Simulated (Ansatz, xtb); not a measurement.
**Relative energy of two isomers of C5H5ClNP**

We compare I, `CC1=PC=CC(Cl)=N1`, a singlet, with II, `CC1=CN=C(Cl)C=P1`, a singlet. Both are isolated molecules in the gas phase, relaxed with PBE0-D3(BJ)/def2-SVP.

Which of the two would you expect CCSD(T)/def2-SVP + ΔMP2/def2-TZVPP electronic energies to favour?

Too close to call at this level: CCSD(T)/def2-SVP + ΔMP2/def2-TZVPP gives E(II) − E(I) = +0.09 kcal/mol.

The same difference at several levels:

| level | geometry | E(II) − E(I) (kcal/mol) | departure from the last row (kcal/mol) | job, with rough time for the two |
| --- | --- | --- | --- | --- |
| GFN2-xTB | GFN2-xTB | +0.06 | −0.03 | optimisation, 0.18 s |
| HF/STO-3G | GFN2-xTB | −1.36 | −1.45 | single point, 0.48 s |
| r2SCAN-D4/def2-SVP | GFN2-xTB | +0.27 | +0.18 | single point, 4.6 s |
| PBE0-D3(BJ)/def2-SVP | PBE0-D3(BJ)/def2-SVP | +0.57 | +0.48 | optimisation, 84 s |
| HF/def2-SVP | PBE0-D3(BJ)/def2-SVP | +0.04 | −0.04 | part of the CCSD(T) run |
| MP2/def2-SVP | PBE0-D3(BJ)/def2-SVP | −0.04 | −0.13 | part of the CCSD(T) run |
| CCSD(T)/def2-SVP | PBE0-D3(BJ)/def2-SVP | +0.47 | +0.38 | single point |
| CCSD(T)/def2-SVP + ΔMP2/def2-TZVPP | PBE0-D3(BJ)/def2-SVP | +0.09 |  | single point, 83 s |

As drawn, both hold the same kinds of bond in the same numbers.

The largest departure from CCSD(T)/def2-SVP + ΔMP2/def2-TZVPP is that of HF/STO-3G, 1.45 kcal/mol. The last row adds to CCSD(T) the change of the MP2 difference between the two basis sets, here −0.38 kcal/mol.

With thermal terms from frequencies at re-optimised GFN2-xTB minima (ideal gas, soft modes damped towards free rotors, one conformer each, 298.15 K, 1 atm): the zero-point term adds +0.18 kcal/mol; ΔH is +0.20 and ΔG +0.58 kcal/mol.

The correlated steps freeze 16 core orbitals. Programs: Ansatz 0.2.0, xtb 6.7.1; the last row on 4 threads of Arm Neoverse V1 on a shared host.

The two isomers are effectively degenerate in electronic energy, and the small positive difference doesn't establish a preference for I. Both are aromatic azaphosphinines with a π sextet, chlorine on a carbon next to nitrogen and methyl on a carbon next to phosphorus. The main change is the placement of the ring heteroatoms, 1,3 in I and 1,4 in II.

The basis-set change of −0.38 kcal/mol removes most of the CCSD(T)/def2-SVP preference for I. The outlying HF/STO-3G value probably reflects a minimal basis too rigid for the polar bonds to phosphorus and chlorine. The close agreement of GFN2-xTB with the last row is better read as cancellation of errors than as evidence of comparable accuracy. Since interconversion would require rebuilding the ring skeleton, near-equal energies don't imply that the isomers would equilibrate or form in similar amounts.
